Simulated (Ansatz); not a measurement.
**Sn (I4_1/amd), a film clamped to a substrate**

Level of theory: Ansatz, DFT r2SCAN, scalar-relativistic, plane waves, PAW. Settings: plane waves to 500 eV, k-mesh 16×16×16 (Γ-centred), Gaussian smearing 0.15 eV. No spin polarisation. Energies are free energies at this smearing, counted from the undisturbed cell; pressure is positive in compression.

Zero of the scan (as given, not relaxed at this level; it stands at -0.1 GPa):

```
Sn
1.0
    -2.94014    2.94014    1.59930
     2.94014   -2.94014    1.59930
     2.94014    2.94014   -1.59930
Sn
2
Direct
  0.75000 0.25000 0.50000
  0.00000 0.00000 0.00000
```

The cell (2 atoms, V0 = 55.30 Å³) is strained by p along both x and y and by q along z, fractional coordinates fixed. τp = (1/V0) ∂E/∂p = (σxx + σyy)(1 + p)(1 + q) and τq = (1/V0) ∂E/∂q = σzz(1 + p)², with tension positive.

| p | q | ΔE (meV/atom) | τp (GPa) | τq (GPa) |
| --- | --- | --- | --- | --- |
| 0.000 | 0.000 | 0.00 | -0.03 | 0.40 |
| -0.030 | 0.000 | 22.90 | -9.10 | -1.89 |
| 0.030 | 0.000 | 18.96 | 6.93 | 1.97 |
| 0.000 | -0.030 | 6.34 | -1.80 | -3.04 |
| 0.000 | 0.030 | 8.31 | 1.87 | 2.59 |

**Question.** Get the second derivatives of the energy density.

**Answer.** Central differences give A = ∂τp/∂p = 267 GPa (C11 + C22 + 2 C12), C = ∂τq/∂q = 94 GPa (C33) and the cross term B = ∂τq/∂p = 64 GPa (C13 + C23); ∂τp/∂q = 61 GPa must equal B, and any difference shows higher-order terms. Steps this large leave an error of some per cent of A or C in all of these, which can swamp a small B. The ions are clamped.

**Question.** A film of this crystal grows with z along the normal on a substrate that imposes p. How does its thickness respond, and what does the misfit cost?

**Answer.** Count p and q from the stress-free cell. A free surface needs τq = 0, so q = −(B/C) p = -0.68 p. The energy density left is (A − B²/C) p²/2 = M p², with the biaxial modulus M = 112 GPa; a misfit of 1 % costs 1.93 meV/atom, against 2.31 meV/atom if the thickness were held.

In a metal these slopes depend on the k mesh and the smearing.

Biaxial misfit is only partly relieved by the film's thickness: the normal contracts under in-plane tension by much less than constant volume would require, so the volume still changes and most of the elastic cost remains. The coupling arises because stretching the basal plane lowers the electron density and lengthens bonds that also have a component along z, and a shorter z axis partly compensates for both. A being much larger than C doesn't by itself make the plane stiffer than the normal, since p strains two axes at once.

Along z, extension costs more than compression, opposite to the usual anharmonic order. This reflects the residual tension of 0.40 GPa in the starting cell; the stress itself changes more steeply on compression, as expected from short-range repulsion. Clamping the ions costs nothing here, because both strains keep the tetragonal symmetry, which fixes the atomic sites of white tin. The misfit energy alone doesn't settle whether a substrate would favour this phase over diamond-structured grey tin.
